**Q.** I measure the lines of five-times ionised sulphur, which is one electron outside the neon-like core S6+. Before I compare these computed levels with a spectrum, what limits their use?

Binding energies of one electron added to closed-shell S6+, from PySCF 2.14.0 with GHF (Koopmans), second-order self-energy and EOM-EA-CCSD, the last corrected in second order for the cut virtual space. All use the X2C-1e Hamiltonian with screened-nucleus spin-orbit coupling, a Gaussian nucleus and an even-tempered 19s13p7d3f basis; 1s is frozen in the correlated steps.

| level | Koopmans (eV) | second order (eV) | EOM-CCSD, corrected (eV) | EOM-CCSD less Koopmans (eV) | one-particle weight |
| --- | --- | --- | --- | --- | --- |
| 3s1/2 | 87.523 | 87.981 | 87.986 | 0.463 | 0.999 |
| 3p1/2 | 74.448 | 74.841 | 74.847 | 0.399 | 0.999 |
| 3p3/2 | 74.284 | 74.675 | 74.681 | 0.396 | 0.982 |
| 3d3/2 | 56.937 | 57.129 | 57.135 | 0.198 | 1.000 |
| 3d5/2 | 56.933 | 57.124 | 57.130 | 0.197 | 0.970 |
| 4s1/2 | 42.721 | 42.872 | 42.873 | 0.152 | 1.000 |
| 4p1/2 | 38.058 | 38.204 | 38.205 | 0.148 | 1.000 |
| 4p3/2 | 37.996 | 38.143 | 38.143 | 0.147 | 0.995 |

**A.** Each row is a level $nl_j$ of the outer electron, and the energies are binding energies, positive for a bound level. Koopmans is minus the energy of the empty Hartree–Fock spinor of the ion, so the core stays frozen. Second order and EOM-CCSD let the core respond. Their excess over Koopmans I call the correction $\Delta E$; the table prints it for EOM-CCSD. The one-particle weight $w$ is the share of the EOM state that is the plain Koopmans spinor on an undisturbed core.

Five limits matter. First, the corrected EOM-CCSD column is a hybrid. Further output of the same calculation shows that 38 to 53% of $\Delta E$, depending on the row, is a second-order add-on for the virtual space that was cut. Second, the two-electron spin-orbit term is imitated by screened-nucleus factors, which overshoot the splittings of light atoms, and Breit and QED terms are absent. Third, the $n=4$ levels are limited by the basis. Fourth, three of the weights look like artefacts. Fifth, the most diffuse f function has a root-mean-square radius of only 0.49 bohr (exponent 9.5 bohr$^{-2}$ in the further output), against a mean radius of 1.6 bohr for 3d; the dipole response of the core scatters a d electron mainly into f states, so the 3d correction is probably too small. Entries are rounded to 0.0005 eV and differences of entries to 0.001 eV; this is why 74.681 less 74.284 gives 0.397 where the table prints 0.396.

**Q.** For a hydrogen-like ion 3s, 3p and 3d would coincide. Here they span 31 eV. Why, and why in this order?

**A.** Far out, the electron sees the nucleus screened by ten electrons, a net charge $Z=6$. Inside the core the screening fails and the attraction grows towards that of sixteen protons. Exchange with the core electrons adds attraction, also only where the orbitals overlap. How deep the electron gets is set by the centrifugal barrier, which rises with $l$.

A comet on a Kepler orbit is the simpler system. It spends most of its period far away in a pure $1/r$ field and makes a brief pass near the centre, whose closest distance is fixed by angular momentum. In a field of charge $Z$ the inner turning point is $r_-=(n^2/Z)\,[1-\sqrt{1-l(l+1)/n^2}]$ in bohr. For $n=3$, $Z=6$ this is 0 for s, 0.18 for p and 0.63 for d, while Slater's screening rules put the mean radius of the 2p shell at 0.42 bohr. So s and p dive through the core and d is turned back just outside it. Inside the core the charge seen is well above 6, so the real p turning point lies closer in than 0.18 bohr. The analogy has bounds: it is semiclassical and these quantum numbers are small, it knows nothing of exchange or of orthogonality to the core, and a 3d electron tunnels inside its turning point.

The numbers show this order. With $Z^2\mathrm{Ry}=489.80$ eV, Ry being the Rydberg energy, the hydrogenic levels are 54.423 eV for $n=3$ and 30.613 eV for $n=4$. All eight rows are bound more strongly. At the Koopmans level the excess, which I call the penetration energy, is 33.100 eV for 3s, 20.025 eV for 3p1/2 and 2.514 eV for 3d3/2. Penetration, exchange and the relativistic shifts, spin-orbit included, are lumped in it.

**Q.** I would express that as a quantum defect. Is it constant along a series?

**A.** Nearly. Write $E=Z^2\mathrm{Ry}/n^{*2}$ with $n^*=n-\delta$. The EOM-CCSD column gives $\delta=0.641$ for 3s and 0.620 for 4s, 0.442 for 3p1/2 and 0.419 for 4p1/2, and 0.072 for both 3d levels. The comet explains the near constancy. During the pass through the core the kinetic energy is far larger than the binding energy, so the pass is almost the same for every $n$ and adds almost the same phase, $\pi\delta$. The defects also explain why 3d lies well below 4s in this ion: 4s would need a defect larger than that of 3d by more than one unit, and the margin is only $0.620-0.072=0.548$.

Holding $\delta$ at its $n=3$ value predicts 43.401 eV for 4s against 42.873 eV, too high by 0.528 eV or 1.2% of the level, and both 4p levels too high by 0.483 eV or 1.3%. The defect falls by 0.021 to 0.022. The fall is already present at Koopmans level (0.6344 to 0.6140 for s, 0.4350 to 0.4125 for p1/2), so it is not a correlation effect. Two causes act in the same direction. One is the Ritz term, the slight dependence of the phase on energy, which for penetrating series is expected to lower $\delta$ as $n$ grows. The other is the basis. The most diffuse s and p Gaussians have root-mean-square radii of 2.6 and 2.9 bohr, from the exponents in the further output. The mean radii of 4s and 4p, from the hydrogenic formula $[3n^{*2}-l(l+1)]/2Z$, are 2.9 and 3.0 bohr. The tails of these orbitals are therefore thinly described, which reduces binding. The $n=3$ orbitals, at 1.4 to 1.6 bohr, sit well inside. These numbers cannot divide the fall between the two causes.

**Q.** The correction is positive in every row. Is that necessary?

**A.** It is expected but not guaranteed. The outer electron pushes the core electrons away and so induces a dipole whose positive end faces it, which is an attraction. In second order this comes from intermediate states with one core electron excited while the outer electron scatters. They lie far above the level and push it down. They contain both the relaxation of the core in the averaged field of the new electron and the response to its instantaneous position. A second class of terms has the opposite sign: once a spinor is occupied, pairs of core electrons can no longer scatter into it, and some core correlation is lost. The positive sign in all rows shows that the first class wins; the columns give only the sum. It is a small sum, 0.34 to 0.53% of the binding energy. In terms of defects, the correction supplies 0.0062 of the 0.641 for 3s, about 1%, and 0.0051 of the 0.072 for 3d, about 7%.

**Q.** Why does it drop by a factor of about three from $n=3$ to $n=4$?

**A.** Because the response of the core is short-ranged, and the electron feels it only during the close pass. The pass lasts about the same time for each $n$, while the period follows Kepler's third law: the orbit size goes as $n^{*2}$ and the period as size to the power 3/2, hence as $n^{*3}$. The fraction of time near the core, and with it any short-range energy shift, goes as $n^{*-3}$. The same follows from differentiating the level formula,

$$\Delta E=\frac{2Z^2\mathrm{Ry}}{n^{*3}}\,\Delta\delta ,$$

where $\Delta\delta$, the change of defect caused by the core's response, should be fixed for given $l$.

Take 4p1/2 from 3p1/2. The effective quantum numbers are $\sqrt{489.80/74.847}=2.5581$ and $\sqrt{489.80/38.205}=3.5806$. Their ratio is 0.7144 and its cube 0.3647. Then $\Delta E(4p_{1/2})=0.399\times0.3647=0.1455$ eV against 0.148 eV in the table, low by 1.7% of the tabulated value. Nothing is fitted and the 4p correction is not used, though $n^*$ of 4p is read from the table. The same step gives 0.145 against 0.147 eV for 4p3/2 (also 1.7% low) and 0.157 against 0.152 eV for 4s (3.6% high). Rounding allows about 0.5%, so the misfits are real but small.

Two other scalings do much worse. With the integer $n^{-3}$ the predictions are too high by 28.5% for 4s and 14% for 4p. A correction proportional to the binding energy, $n^{*-2}$, is too high by 48% and 38%. Solving for the exponent from the logarithms of the two ratios gives 3.10 for s and 2.95 for both p series, with 0.01 from rounding; each rests on just two levels. I have no established cause for the opposite signs of the s and p misfits. An energy dependence of $\Delta\delta$ and the basis at $n=4$ are candidates. The add-on is not the main cause, although its share rises from 38 to 45% for s and from 39 to 53% for p: the second-order column, which treats the whole virtual space at one level, shows misfits of the same signs and similar size. The law holds only for the whole correction: the uncorrected EOM shifts alone fall with exponents of about 3.5 for s and 3.8 for p, the add-on with 2.6 and 2.0. The cut thus divides the response differently at $n=3$ and $n=4$, and only the sum can be compared with the law.

**Q.** At $n=3$ the s correction exceeds the p correction by 0.064 eV, at $n=4$ by only 0.004 eV. Is that an irregularity?

**A.** It follows from two factors that pull opposite ways. Taking $\Delta\delta$ as the fall of $n^*$ when $\Delta E$ is added to the Koopmans energy, one finds 0.0062 and 0.0060 for 3s and 4s, 0.0068 to 0.0070 for the four p rows and 0.0051 for 3d, with a rounding floor of at most 0.00002. So per pass the p electron gains more than the s electron. The uncorrected EOM shifts alone would make the two nearly equal at $n=4$, but the cut takes a different share of the response from each. The second-order column, which covers the whole virtual space, also puts p ahead per pass. The energy gap of 0.004 eV is still small, and the limited basis at $n=4$ could change it. The s level leads in energy only because its $n^*$ is smaller and it passes more often. At $n=3$ the frequency factor is $(2.5581/2.3594)^3=1.27$ and the ratio of $\Delta\delta$ is $0.00623/0.00685=0.91$, with product 1.16. At $n=4$ they are $(3.5806/3.3800)^3=1.19$ and $0.00601/0.00696=0.86$, with product 1.03. The frequency factor tends to one as $n$ grows, so the model expects p to overtake s higher in the series, provided that p keeps its lead per pass. About two fifths of the fall of this product from 1.16 to 1.03 comes from the drift of the $\Delta\delta$ ratio, the part that I just said has no established cause.

**Q.** I assumed that the more an orbital penetrates, the more correlation it picks up. Is that wrong?

**A.** As a proportionality across $l$ the numbers refute it. The ratio of $\Delta E$ to the penetration energy is 1.40% for 3s, 1.99% for 3p and 7.9% for 3d. Within the p series it is steady (1.99% again for 4p), so there this proportionality does at least as well as $n^{*-3}$; for s it falls by a tenth, to 1.26% for 4s. Rough constancy is expected when both parts diminish together with the frequency of passes. The Koopmans defect varies by a factor $0.6344/0.0670=9.5$ between 3s and 3d, but $\Delta\delta$ by only 1.4 over all rows. The opposite extreme, one $\Delta\delta$ for every $l$, is closer. An unweighted least-squares fit of $\Delta E$ to $2Z^2\mathrm{Ry}/n^{*3}$ over all eight rows gives 0.0063, with errors relative to the table of +1% and +5% for 3s and 4s, −8 to −10% for the p rows and +24% for both 3d rows, the worst, though there the tight f functions probably make the tabulated correction too small.

Theory argues for this weak dependence as follows. Penetration energy comes from deep inside, where the screening is lost. The induced-dipole attraction behaves differently: it falls as $r^{-4}$ outside the core and must die away towards the centre, where the electron is surrounded by the cloud it polarises. It therefore peaks near the edge of the core, a region which s and p cross and d skirts. That p gains more than s is, as a guess, because the barrier keeps it off the centre, whereas s spends part of its pass there, where the attraction is weak. Neither the last place of d nor the narrow spread of $\Delta\delta$ over all rows is to be trusted, since the basis has no diffuse f functions; a larger 3d correction would change both.

**Q.** For nonpenetrating series I would extract a core polarisability. Can I do so from 3d?

**A.** No. A charge at distance $r$ from a core of dipole polarisability $\alpha_d$ has energy $-\alpha_d/2r^4$ in atomic units. For a hydrogenic 3d orbital with $Z=6$, $\langle r^{-4}\rangle=0.711$ bohr$^{-4}$. With $\alpha_d\approx0.07$ bohr³, a rough recalled value, the shift is $0.07\times0.711/2=0.025$ hartree, or 0.68 eV, against 0.198 eV: too large by a factor of about 3.4. The polarisability needed to match would be 0.020 bohr³, a number that means nothing physical.

One reason lies in where the integral collects its weight. The radial density goes as $r^6e^{-4r}$, and after multiplication by $r^{-4}$ the integrand $r^2e^{-4r}$ peaks at 0.50 bohr, next to the 2p shell. A share of 0.32 lies inside 0.5 bohr and 0.76 inside 1.0 bohr. The formula assumes an electron well outside a core that follows it adiabatically, and neither holds there. Cutting off the integral at 0.5 bohr would still leave about 0.46 eV; matching the table would need a cut near 1 bohr, twice the size of the shell. The remaining gap need not be physics: the polarisation of a d electron runs mostly through f intermediate states, which this basis describes only close to the core, so the tabulated 0.198 eV is probably too small. Exchange, the lag of the core behind a fast electron and the blocked core correlation may also reduce the shift; these numbers do not give the shares. The 3d electron is nonpenetrating as far as its defect goes, but not for an $r^{-4}$ potential.

**Q.** Second order and EOM-CCSD agree to 0.006 eV or better. Does that mean the levels are converged?

**A.** It means less than it seems. The add-on is the same second-order number in both columns, so only the kept part of the virtual space tests higher orders. Measured against the uncorrected EOM shift from the further output, the gap between the columns is about 2% for 3s and 3p, 6% for 3d (0.006 of 0.101 eV) and within rounding for $n=4$. That higher orders are small is reasonable: the core is compact and hard to excite, and the regular weights differ from one by about 0.001 or less. The agreement says nothing about errors common to both columns, namely the basis, the frozen 1s pair and the Hamiltonian.

**Q.** What governs the doublet splittings?

**A.** Spin-orbit coupling goes as $r^{-3}$ times the charge seen at small $r$, so it is collected during the close pass and should again scale as $n^{*-3}$. Landé's form is

$$\Delta E_{\rm so}=\frac{\alpha^2\,\mathrm{Ry}\,Z^2Z_i^2}{n^{*3}\,l(l+1)},$$

with $\alpha$ the fine-structure constant and $Z_i$ the inner charge. The EOM-CCSD splittings are 0.166 eV for 3p, 0.062 eV for 4p and 0.005 eV for 3d. Scaling 3p by $n^{*-3}$, with $n^*$ averaged over each doublet, predicts 0.0606 eV for 4p, about 2% low and close to the rounding of 0.001 eV; $n^{-3}$ gives 0.0700 eV, 13% high. Solving for $Z_i$ doublet by doublet gives 14.6 for 3p, 14.8 for 4p and between 4.8 and 5.9 for 3d. The contrast matches the picture: p samples nearly the full nuclear charge, where $Z_i=6$ would give only 0.028 eV for 3p, and d samples about the net charge, where $Z_i=6$ gives 0.006 eV, one rounding unit from the table. It is no independent test, since $l$-dependent screening factors are built into the Hamiltonian, and the p values are probably too high. The splittings are set at Koopmans level; correlation changes them by 0.003 eV at most.

**Q.** The weights of 3p3/2, 3d5/2 and 4p3/2 are 0.982, 0.970 and 0.995, while the other five are 0.999 or more. Are those three levels mixed with core-excited states?

**A.** The energies say they are not. Let a level couple with strength $V$ to a state a distance $D$ above it. The level is lowered by $V^2/D$ and loses weight $1-w=V^2/D^2$, so $D=\text{shift}/(1-w)$. The weights belong to the uncorrected EOM states, so I use the uncorrected shifts and the finer weights of the further output. For 3s, $0.289/0.00105=275$ eV. The five regular rows give 210 to 275 eV, the scale of core excitation, whose onset is at roughly 170 eV by rough recollection. The odd rows give 13, 3 and 13 eV, far too little to lift an electron out of the neon-like shell. Put the other way, if 3d5/2 had really lost 0.030 of its weight across the 210 eV found for its partner, it would have shifted by some 6 eV, whereas its uncorrected shift is 0.101 eV, the same as for 3d3/2. In each doublet the two corrections agree within 0.003 eV, and the second-order column gives the same splittings within 0.001 eV.

The low weights are then most likely an artefact of how the weight is measured, as the overlap with a single starting spinor. My guess is that the solver returns a mixture of the degenerate $m_j$ components, which leaves the energy untouched but lowers the overlap with any one of them. The guess is incomplete, because 3d3/2 is fourfold degenerate too and has weight 1.000. Do not read these three values as spectroscopic factors.

**Q.** How would I carry the picture to a neighbouring case?

**A.** Up a series, keep $\delta$ and $\Delta\delta$ of the lower member and scale corrections and splittings as $n^{*-3}$; here that held to 4% for the corrections and to about 1% for the levels, with the levels overestimated. For higher $l$ the turning point moves outward, the defect drops steeply, and the $r^{-4}$ formula becomes valid once its integrand peaks clear of the core, so polarisation becomes a larger share of a smaller defect. Along the sodium-like sequence towards higher charge, the ten core electrons become a smaller perturbation and the core stiffens, so the s and p defects fall, their correlation shrinks relative to the binding energy and the p doublets widen quickly. Towards neutral sodium all three reverse, and second order should be trusted less. The d defect is the exception: in neutral sodium the d electron stays far outside the core and its defect is tiny; it grows with charge as the orbital is drawn towards the core and falls only further along the sequence. These last statements are standard theory, not results of this table.
